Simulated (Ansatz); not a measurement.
Ionic part of the dielectric constant of BP at 48.4 GPa, mode by mode

These are results of DFT LDA, scalar-relativistic, plane waves, PAW in Ansatz 0.2.0, not measurements. Cutoff 420 eV, 12×12×12 k-points (Γ-centred), fixed occupations. No spin polarisation. Phonons by linear response, acoustic sum rule imposed.

It takes space group F-43m (No. 216, cubic). The conventional cell has a = 4.211 Å, b = 4.211 Å, c = 4.211 Å, α = 90.00°, β = 90.00°, γ = 90.00°. B (site symmetry -43m) has 4 P at 1.82 Å as nearest neighbours. P (site symmetry -43m) has 4 B at 1.82 Å as nearest neighbours.

The cell is the ideal cubic zincblende prototype. The bands were filled as in an insulator; under compression the gap may have closed between mesh points.

The primitive cell has V = 18.67 Å³ and ε∞,xx = 9.189. Each polar mode adds Δε = (4.92064×10⁷/V)·S/ν² along x, with S its oscillator strength in e²/amu, ν in cm⁻¹ and V in Å³.

Question: From these modes, find each Δε and ε0,xx.
```
ν (cm⁻¹) S_xx (e²/amu)
   992.4          0.205
```

Answer:
| ν (cm⁻¹) | Δε |
| --- | --- |
| 992.4 | 0.55 |

The sum is 0.549, so ε0,xx = 9.74; the run's tensor has 9.74.

Question: Where do the longitudinal modes lie for a wave vector along x?

Answer: At 1022 cm⁻¹. The Lyddane–Sachs–Teller product Π(ν_LO/ν_TO)² = 1.06 matches ε0/ε∞ = 1.06.

Cost: 1 run of about 3 core-minutes, on Intel Xeon Processor @ 2.50GHz (Skylake/Cascade Lake) (shared hosts).

The static dielectric response of compressed BP is overwhelmingly electronic: the lattice adds only 0.549 to an ε∞ of 9.189. Boron and phosphorus differ little in electronegativity, so the bond is largely covalent. The oscillator strength accordingly implies a dynamical charge well below the formal trivalent one. The stiff, short bonds and the light boron atom place the transverse mode at 992.4 cm⁻¹, and since the ionic term falls with the square of the frequency, this stiffness suppresses it further.

The modest rise to 1022 cm⁻¹ for the longitudinal mode has a related origin. The macroscopic field that stiffens this mode is driven by the same small dynamical charge and is strongly screened by the valence electrons. The Lyddane–Sachs–Teller match shows that the mode data are internally consistent, but it is no independent test of the dielectric constant. Because the oscillator strength depends on the square of the dynamical charge, these data cannot show which atom carries the negative one.
